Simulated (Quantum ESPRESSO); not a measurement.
# Work function, surface force and surface energy of Cu(100) films of 3 to 8 layers in PBE and LDA

How many layers a slab needs before it can stand for a thick copper surface is decided by the property required and the error that can be tolerated. The work function sets the barrier for electron emission and enters the line-up of levels at metal contacts; the surface energy helps to decide whether a film wets its support. Here the work function is the vacuum level outside the slab less the Fermi level. The force on the top atom is counted along the outward normal, with the atoms held at bulk places. The excess energy is taken against bulk layers and covers both faces of a 1×1 cell. PBE and LDA are compared at the same measured lattice constant.

## Computational details

Quantum ESPRESSO 7.5 (pw.x), driven by a script. Symmetric 1×1 slabs of Cu(100) (fcc) at the tabulated measured lattice constant, atoms at bulk places, 7.5 Å of empty space on each side as the script builds them, with open boundaries by the effective screening medium. Mesh 12×12×1 for all thicknesses, Marzari-Vanderbilt smearing of 0.02 Ry, spin-paired, no spin-orbit coupling. PBE, GBRV ultrasoft: cutoffs 40 and 200 Ry; LDA, GBRV ultrasoft: cutoffs 40 and 200 Ry. The excess energy is the slab's energy less the number of layers times the slope of a straight line through the thicker slabs; it is twice the surface energy per cell.

Notes on method and selection:

- Confinement between the two faces quantises the states along the normal, so values can oscillate with thickness.
- The measured lattice constant is no functional's own, which adds to the force.
- Measured work functions of the rebuilt (100) and (110) faces of Au, Pt and Ir, of Ta(111), and of polycrystals are not set beside the runs.
- Runs in which the search for lower states was switched off are not listed.
- Runs that did not converge, have known faults or may not be shown are not listed, and runs on Ansatz's PAW sets soft_1 and soft_2 are kept to separate tables.

Columns:

- layers: number of atomic layers.
- Φ (eV): work function: vacuum level outside the slab less the Fermi level.
- force (eV/Å): force on the top atom along the outward normal; negative pulls it inwards.
- excess energy (meV): excess energy of the slab, both faces, per 1×1 cell.

## Computed values

| member | layers | Φ (eV), PBE, GBRV ultrasoft | Φ (eV), LDA, GBRV ultrasoft | force (eV/Å), PBE, GBRV ultrasoft | force (eV/Å), LDA, GBRV ultrasoft | excess energy (meV), PBE, GBRV ultrasoft | excess energy (meV), LDA, GBRV ultrasoft |
| --- | --- | --- | --- | --- | --- | --- | --- |
| 3 layers | 3 | 4.616 | 4.980 | −0.077 | −0.642 | 1207 | 1676 |
| 4 layers | 4 | 4.592 | 4.954 | −0.082 | −0.648 | 1217 | 1683 |
| 5 layers | 5 | 4.522 | 4.887 | −0.095 | −0.684 | 1200 | 1666 |
| 6 layers | 6 | ? | ? | ? | ? | ? | ? |
| 7 layers | 7 | 4.511 | 4.877 | −0.092 | −0.677 | 1199 | 1665 |
| 8 layers | 8 | 4.571 | 4.938 | −0.090 | −0.667 | 1217 | 1683 |

Cells marked ? are withheld until the estimate has been made.

## Reading the trend

The work function does not settle steadily. In PBE it falls from 4.616 eV at three layers to 4.511 eV at seven, then rises by 4.571 − 4.511 = 0.060 eV at eight. A small change between two neighbouring rows is therefore no sign of convergence. LDA lies 0.362 to 0.367 eV higher in every row shown, so the functional shifts the level and leaves the thickness dependence nearly untouched.

Such a pattern is expected from confinement. The sp electrons form standing waves between the two faces, and as layers are added, successive subbands pass through the Fermi level. The period in layers is π/(Δk·d), where d is the layer spacing and Δk the distance of the Fermi wavevector from the zone boundary along the normal. For the belly of copper's Fermi surface this gives roughly 6 layers; the necks add a shorter period.

The force points inwards in every row shown, as is usual where surface atoms have lost neighbours. Its size depends far more on the functional than on thickness: at seven layers it is −0.092 eV/Å in PBE and −0.677 eV/Å in LDA. LDA favours a shorter lattice constant than the measured one, so its slab is stretched and the top layer is pulled in harder. PBE favours a slightly longer one, which works against the inward pull.

The excess energy varies by only 1217 − 1199 = 18 meV in PBE, about 1.5 %. Half the seven-layer value, 1199 / 2 ≈ 600 meV, is the surface energy per cell of one face. LDA gives 1665 / 2 ≈ 833 meV, in keeping with its stronger binding. A thin slab thus serves for the surface energy sooner than for a work function wanted to a few hundredths of an eV.

## An estimate before looking

Plain estimates from the members shown:

- 6 layers (PBE, GBRV ultrasoft), straight-line interpolation between 5 layers and 7 layers: w = (6 − 5) / (7 − 5) = 0.500, so 4.522 + 0.500 × (4.511 − 4.522) = 4.517 eV

The straight line between five and seven layers gives 4.517 eV, but it ignores the curvature: the work function is higher at both four and eight layers, which suggests a minimum near six. The confinement period offers a better route. If it is about 6 layers, films three layers apart are half a period apart, and their departures from the mean cancel. The sum of their work functions should then be constant.

Two such pairs are complete in PBE. Four and seven layers give 4.592 + 4.511 = 9.103 eV; five and eight give 4.522 + 4.571 = 9.093 eV. Used to predict the eight-layer film, the first sum gives 9.103 − 4.522 = 4.581 eV, which is 0.010 eV above the calculated 4.571 eV. The mean sum is (9.103 + 9.093) / 2 = 9.098 eV, so the six-layer film comes to 9.098 − 4.616 = 4.482 eV, lower than the straight line by 4.517 − 4.482 = 0.035 eV.

One test fixes the scatter only loosely. For a single degree of freedom, the interval that holds two thirds of cases is about 1.8 times the observed scatter, so the error is 1.8 × 0.010 = 0.018 eV, rounded to 0.02 eV. The main risk is the shorter period from the necks, which does not cancel over three layers and could lift the six-layer value towards those of the other even films.

**Committed estimate, 6 layers (PBE, GBRV ultrasoft): Φ = 4.48 ± 0.02 eV.**

## The withheld result

| member | level | layers | Φ (eV) | force (eV/Å) | excess energy (meV) |
| --- | --- | --- | --- | --- | --- |
| 6 layers | PBE, GBRV ultrasoft | 6 | 4.549 | −0.103 | 1203 |
| 6 layers | LDA, GBRV ultrasoft | 6 | 4.913 | −0.688 | 1668 |

| member | estimate | Φ (eV) | computed | estimate − computed | miss in error bars |
| --- | --- | --- | --- | --- | --- |
| 6 layers (PBE, GBRV ultrasoft) | committed | 4.480 | 4.549 | −0.069 | 3.4 |
| 6 layers (PBE, GBRV ultrasoft) | interpolation | 4.517 | 4.549 | −0.032 |  |

The estimate of 4.48 ± 0.02 eV failed. The computed value is 4.549 eV, 3.4 error bars higher, and the straight-line interpolation, 0.032 eV too low, came closer.

The step that failed was the cancellation over three layers. The pair of three and six layers sums to 4.616 + 4.549 = 9.165 eV, well above the 9.103 and 9.093 eV of the other two pairs. Their agreement had been taken for a rule on the strength of a single comparison, which also made the error bar too narrow. The expected minimum at six layers is absent.

The work function instead zigzags: the four- and six-layer films lie above the mean of their neighbours, the five- and seven-layer films below. A shorter period from the necks of the Fermi surface, named beforehand as the main risk, could contribute to such a pattern. The 12×12 mesh may contribute as well, since it samples the subbands at few points. LDA shows the same zigzag but shares the mesh, so its agreement does not rule this out.

## Outliers

No film stands apart from the rest. The mean PBE work function is (4.616 + 4.592 + 4.522 + 4.549 + 4.511 + 4.571) / 6 = 4.560 eV. The largest departures from it are 4.616 − 4.560 = 0.056 eV at three layers and 4.511 − 4.560 = −0.049 eV at seven, which confinement and a finite mesh could plausibly give. Films with a higher work function tend to have a weaker inward force, but the link is loose: the force is strongest at six layers in both functionals, where the work function is middling.

## Experiment

| member | quantity | measured | computed, PBE, GBRV ultrasoft | computed − measured | conditions | source |
| --- | --- | --- | --- | --- | --- | --- |
| 8 layers | Φ (eV) | 4.73 | 4.571 | −0.159 | compiled values differ between sources by a tenth of an eV or more; compiled experimental value; Cu(100) single-crystal face | [1] |

Sources:

[1] "Anisotropic work function of elemental crystals" (2019, arXiv:1902.07811)

The one measured value, 4.73 eV, is set beside the eight-layer film. PBE lies 0.159 eV below it and LDA 4.938 − 4.73 = 0.208 eV above. The choice of thickness does not alter this order: every PBE film lies below the measured value and every LDA film above it.

The comparison is a loose one. The measurement belongs to a single-crystal face, not to a free film of eight layers, and compiled values differ between sources by a tenth of an eV or more. The PBE difference is not much larger than that, so it does not establish the sign of the functional's error. PBE is, however, generally known to give somewhat low work functions for metals.

Two further effects bear on the difference. Letting the top layer relax inwards would probably change the computed value by a few hundredths of an eV. Steps on a real crystal lower the measured work function; correcting for them would widen the gap to PBE and narrow that to LDA. With a single measured value, the dependence on thickness is not tested against experiment.

## Conclusions

For surface energy, even three layers serve, provided the bulk energy per layer is known from thicker slabs: from three to eight layers the PBE excess energy varies by 18 meV in about 1200. The work function varies by 4.616 − 4.511 = 0.105 eV. At 1000 K, where kT is 0.086 eV, and with an equal prefactor, that changes thermionic emission by a factor of exp(0.105 / 0.086) ≈ 3.4.

Interpolating between neighbouring thicknesses misses by typically 0.04 eV, about as much as taking the mean of the other films. Changing functional is far more predictable: LDA less PBE is 0.362 to 0.367 eV in all six rows, so one calculation gives the other to a few meV at these settings. For a work function good to a few hundredths of an eV, several thicknesses should be averaged and the mesh made denser.

Adsorbates, absent here, can outweigh the whole spread of the work function with thickness.
